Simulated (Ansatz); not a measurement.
Theory: DFT PBE, scalar-relativistic, plane waves, PAW in Ansatz. All cells share a 420 eV cutoff and Γ-centred k meshes spaced at most about 0.3 Å⁻¹ (about 0.25 or finer for metals, 2π included). No spin polarisation in the final relaxations.

The zero of energy is the elements' standard structures at the same level (N₂ as a molecule); no fitted shifts are applied.

A relaxed structure of YAlC4N4 has 24.31 Å³/atom, +0.09 eV/atom against the elements, no gap on its mesh:

```yaml
crystal:
  lattice:
    - [6.24137, 0.00000, 0.00000]
    - [0.00000, 6.24137, 0.00000]
    - [0.00000, 0.00000, 6.24137]
  atoms:
    - { symbol: Y, position: [0.50000, 0.50000, 0.50000] }
    - { symbol: Al, position: [0.00000, 0.00000, 0.00000] }
    - { symbol: C, position: [0.18147, 0.18147, 0.18147] }
    - { symbol: C, position: [0.18147, 0.81853, 0.81853] }
    - { symbol: C, position: [0.81853, 0.18147, 0.81853] }
    - { symbol: C, position: [0.81853, 0.81853, 0.18147] }
    - { symbol: N, position: [0.29105, 0.29105, 0.29105] }
    - { symbol: N, position: [0.29105, 0.70895, 0.70895] }
    - { symbol: N, position: [0.70895, 0.29105, 0.70895] }
    - { symbol: N, position: [0.70895, 0.70895, 0.29105] }
```

Problem. Mg takes the place of Y on the same sites, and the cell is relaxed. What changes?

Solution. MgAlC4N4 has a = 5.985 Å: 21.44 Å³/atom, +0.10 eV/atom against the elements, no gap on its mesh. The volume per atom changes by -11.8 % and the formation energy by +0.01 eV/atom (from unrounded values). Covalent radii: Y 1.90 Å, Mg 1.41 Å; electronegativities 1.22 and 1.31. The cell follows the size of the atom. Mg has 4 N at 2.04 Å; Al has 4 C at 1.97 Å; around C lie 1 N at 1.17 Å and 1 Al at 1.97 Å; around N lie 1 C at 1.17 Å and 1 Mg at 2.04 Å.

```
CELL_PARAMETERS angstrom
5.98486 0.00000 0.00000
0.00000 5.98486 0.00000
0.00000 0.00000 5.98486
ATOMIC_POSITIONS crystal
Mg 0.50000 0.50000 0.50000
Al 0.00000 0.00000 0.00000
C 0.18988 0.18988 0.18988
C 0.18988 0.81012 0.81012
C 0.81012 0.18988 0.81012
C 0.81012 0.81012 0.18988
N 0.30300 0.30300 0.30300
N 0.30300 0.69700 0.69700
N 0.69700 0.30300 0.69700
N 0.69700 0.69700 0.30300
```

The two cells were relaxed from separate starts that ended on the same group and sites; neither need be the stable form of its compound. In MgAlC4N4 P-43m an odd number of electrons in the primitive cell allows no gap without spin; a larger cell or a magnetic state could open one. A magnetic state wasn't ruled out in cells without spin, among them YAlC4N4 P-43m, MgAlC4N4 P-43m. The reference form of C is held partly by dispersion forces, which this level lacks. Cells relaxed within their symmetry can be saddle points.

Replacing Y with Mg shrinks the cell mainly through the metal-nitrogen links. The coordinates show that the Al-C distance hardly changes, while the C-N distance shortens slightly. The stiff, strongly bonded cyanide units thus pass the smaller size of Mg on to the lattice as a shorter contact at their nitrogen end.

The substitution also changes the electron count. With trivalent Al, both Y and Mg in their usual oxidation states supply more electrons than four cyanide anions can accept in a closed shell, and Mg leaves a smaller surplus. The missing gaps fit this excess, which must occupy metal-derived or cyanide π* states. Less π* filling probably contributes to the shorter C-N bond in the Mg compound, although compression of the framework could act the same way.

Both structures lie above the elements in energy, and the difference between them is too small to rank the two metals. Nor do the similar formation energies imply equally strong Y-N and Mg-N bonds, since each is measured against a different elemental metal.
